Vinyl fluoride has 18 valence electrons in nine pairs: six pairs in the bonds and three lone pairs on fluorine. The separate atoms hold only five pairs, one on each carbon and three on fluorine, while their other valence electrons sit alone in their orbitals. Forming the molecule therefore creates four new pairs. Two electrons that share an orbital have to avoid each other, and describing this takes many empty orbitals, which a small basis lacks. By this count a small basis should harm the molecule more than the atoms, so that the atomization energy comes out too small and recovers as the basis grows.

Vinyl fluoride (C2H3F, neutral singlet), calculated with Ansatz 0.2.0 at the RMP2 level, with the 1s cores of carbon and fluorine frozen. The molecule has the same MP2(full)/6-31G* geometry in every row, and the atomization energies are counted from the cc-pVQZ value.

| basis | functions | atomization energy less its quadruple-zeta value (kJ/mol) |
| --- | --- | --- |
| STO-3G | 18 | -148.8 |
| 6-31G | 33 | -352.1 |
| 6-31Gstar | 51 | -172.1 |
| cc-pVDZ | 57 | -166.3 |
| cc-pVTZ | 132 | -36.3 |
| cc-pVQZ | 255 | 0.0 |

The last column compares each atomization energy with that of the quadruple-zeta set, and a negative entry means that the molecule is bound too weakly. All five smaller sets have the sign that the count suggests. The order holds from 6-31G downwards, where each row improves on the one above it. STO-3G breaks it: the smallest set falls short by 149 kJ/mol, while 6-31G, with nearly twice as many functions, falls short by 352 kJ/mol.

### STO-3G: two large errors that nearly cancel

The number of functions already shows that the first row can't be a good calculation. Twelve of the 18 functions are used up by the occupied orbitals, which leaves six empty ones for the electrons to avoid each other in. The molecule accordingly has only 22 % of the correlation energy that MP2 finds in the quadruple-zeta set. A result that looks fair on such a footing calls for a look at the energies behind it.

The atomization energy is the energy of the free atoms less that of the molecule. Its error is therefore

$$\Delta D = \delta_{\text{atoms}} - \delta_{\text{molecule}},$$

where each $\delta$ tells how far an energy lies above its quadruple-zeta value. In STO-3G the molecule lies 7666 kJ/mol too high and the atoms together 7517 kJ/mol too high. The modest entry in the table is the small remainder of two errors some fifty times larger, as the printed analysis below shows row by row.

Much of this cancellation is harmless and follows from the way the set is built. Three Gaussians describe a 1s shell of carbon or fluorine poorly near the nucleus, where the energy is large. That shell hardly changes when a bond forms, so its error is nearly the same in atom and molecule and drops out of the difference. This argument explains why huge errors can leave a small remainder, but not why the remainder is smaller than in 6-31G.

For that, a single hydrogen atom is a useful simpler system. In a molecule the 1s orbital of hydrogen is drawn in towards the nuclei, and STO-3G has this contracted shape built in, with a Slater exponent $\zeta$ of roughly 1.24 (a recalled value). A free atom wants $\zeta = 1$, but with one fixed function it can't expand. The set thus suits bound hydrogen and spoils free hydrogen, which makes the bonds look stronger than the set deserves.

The size of this effect can be estimated. For one Slater function the energy of the atom in hartree is $E(\zeta) = \zeta^2/2 - \zeta$, which lies $(\zeta-1)^2/2$ above the exact value of $-1/2$. With $\zeta = 1.24$ this gives $0.24^2/2 \approx 0.029$ hartree, or about 76 kJ/mol, and three hydrogen atoms together lie some 230 kJ/mol too high. That is as large as the whole gap between the first two rows. The comparison goes no further than this order of magnitude, because a hydrogen atom says nothing about the valence shells of carbon and fluorine, which contribute as well.

### 6-31G: the atoms are repaired first

The second row is a far better calculation with a worse result. The error of the molecule falls to 1215 kJ/mol and that of the atoms to 863 kJ/mol. Each valence orbital now has two functions of different width, so a free atom can expand and a bound one can contract. Over the whole step, which also improves the 1s shells, the atoms gain more than the molecule does, and the flattering part of the STO-3G error disappears.

About half of what remains, judged by the gain in the next row, is a one-sided fault. The set has only s and p functions on carbon and fluorine, and this is nearly enough for the Hartree-Fock orbitals of a free atom. In the molecule the charge around each nucleus is pulled towards its neighbours, and a p orbital bends in this way mainly by mixing with d functions. At the Hartree-Fock level their lack is felt by the molecule and hardly by the atoms, so there it doesn't cancel.

One warning applies to both STO-3G and 6-31G. In these two sets the closed-shell determinant of the molecule is unstable, and a determinant with broken spin symmetry lies lower. From 6-31G* onward this instability is gone. These runs don't tell how much it adds to either deficit, so it may also have a share in the gap between the two.

### 6-31G* and cc-pVDZ: a plateau that isn't convergence

The third row adds d functions on carbon and fluorine and recovers 180 kJ/mol. In the same step the Hartree-Fock energy of the molecule falls by 143 kJ/mol. The free atoms should gain little at that level, though not quite nothing: the 18 added functions are six on each heavy atom, five of d shape and one combination of s shape, which a free atom can use too. Most of the recovery is then expected to be polarization of the charge in the bonds. Correlation improves strongly too, but in atoms and molecule alike, so that much of it cancels.

Here lies the trap of the table. STO-3G, 6-31G* and cc-pVDZ agree with one another within 23 kJ/mol, although all three fall short by about 150 to 170 kJ/mol. Someone who had run only these three sets could take their agreement for a converged result. For 6-31G* and cc-pVDZ the agreement has a plain reason: both give each valence orbital two functions and add one set of d functions on carbon and fluorine, so they share most of their shortcomings, although cc-pVDZ also has p functions on hydrogen. STO-3G joins them by accident.

The total energy of the molecule gives a first warning. It falls at every step down the table, and between STO-3G and 6-31G* it falls by thousands of kJ/mol while the atomization energy barely moves. A difference that stands still while its two parts are still moving that much is held in place by cancellation, which can be sound, as for the 1s shells, or accidental, as here. The clearer sign is the jump at 6-31G, since a converged quantity wouldn't drop by 203 kJ/mol when functions are added.

### cc-pVTZ and cc-pVQZ: the slow part of the error

In the last three rows the sets belong to one family and grow in a planned way, and the part of the error that lasts longest is the one that the count of pairs describes. Where two electrons meet, the exact wave function has a kink, and products of smooth orbitals can build it up only slowly, with functions of ever higher angular momentum. Electrons of equal spin are kept apart by the Pauli principle and need this less. The calculation bears this out for the molecule: from triple to quadruple zeta, pairs of opposite spin gain about 1.0 eV of correlation energy and pairs of equal spin only 0.17 eV. Since the molecule has four more close pairs than the atoms, its energy keeps falling faster than theirs.

Theory gives this error a simple form. If $X$ is 2, 3 and 4 for the double-, triple- and quadruple-zeta sets, the correlation error falls roughly as $1/X^3$, and the first gain should be about 4.1 times the second. The computed gain of 130 kJ/mol from cc-pVDZ to cc-pVTZ then predicts a last gain of 32 kJ/mol, without any use of the quadruple-zeta row. The calculation gives 36 kJ/mol, but this near agreement is partly luck. The law is meant for large $X$ and for correlation alone, and in the correlation energy of the molecule the first gain is only 2.8 times the second. The table also contains a Hartree-Fock part that converges in its own way, and the atoms take their share off both parts.

The zero in the last row is a choice of reference and not the end of the series. Continued beyond cc-pVQZ, the inverse cube leaves about 26 kJ/mol still to be gained, while a constant ratio between successive gains leaves about 14 kJ/mol. The spread between the two shows how loosely three sets fix the limit, but both put it well above the quadruple-zeta value. The deficit of cc-pVTZ is therefore nearer 50 or 60 kJ/mol than the 36 kJ/mol in the table. All of this is the basis error of MP2 with frozen cores; how far MP2 itself is from nature is a separate question, which a larger basis doesn't answer.

Printed output of the fit:

```
Basis errors against quadruple-zeta in kJ/mol:
        row  molecule too high by  free atoms together too high by  shift in % of atomization energy
     STO-3G                  7666                             7517                            -6.153
      6-31G                  1215                            862.6                            -14.56
  6-31Gstar                 744.1                              572                            -7.117
    cc-pVDZ                   627                            460.7                            -6.877
    cc-pVTZ                 151.8                            115.5                            -1.501
    cc-pVQZ                     0                                0                                 0
Part of the molecular error cancelled by the atoms, STO-3G, %: 98.06
Smallest such part from 6-31G to cc-pVTZ, %: 71.01
Largest such part from 6-31G to cc-pVTZ, %: 76.87
Change of atomization energy from STO-3G to 6-31G, kJ/mol: -203.3
Spread of STO-3G, 6-31G* and cc-pVDZ, kJ/mol: 23.3
Molecular MP2 correlation energy in % of its quadruple-zeta value: STO-3G 21.77, 6-31G 48, 6-31Gstar 68.13, cc-pVDZ 73.01, cc-pVTZ 92.87, cc-pVQZ 100
Estimated energy penalty of one free hydrogen atom at that exponent, kJ/mol: 75.61
The same for three hydrogen atoms, kJ/mol: 226.8
Gain of atomization energy from 6-31G to 6-31G*, kJ/mol: 180
Molecular Hartree-Fock lowering in that step, kJ/mol: 142.7
Molecular MP2 correlation lowering in that step, kJ/mol: 328
Lowering of the free atoms together in that step, kJ/mol: 290.6
Gain from cc-pVDZ to cc-pVTZ, kJ/mol: 130
Gain from cc-pVTZ to cc-pVQZ, kJ/mol: 36.3
Ratio of the two gains: 3.581
Ratio expected from the inverse cube: 4.108
Last gain predicted by the inverse cube from the first, kJ/mol: 31.64
Prediction less computed last gain, kJ/mol: -4.655
Still missing at quadruple-zeta by the inverse cube, kJ/mol: 26.49
Still missing at quadruple-zeta by a constant ratio of gains, kJ/mol: 14.06
```
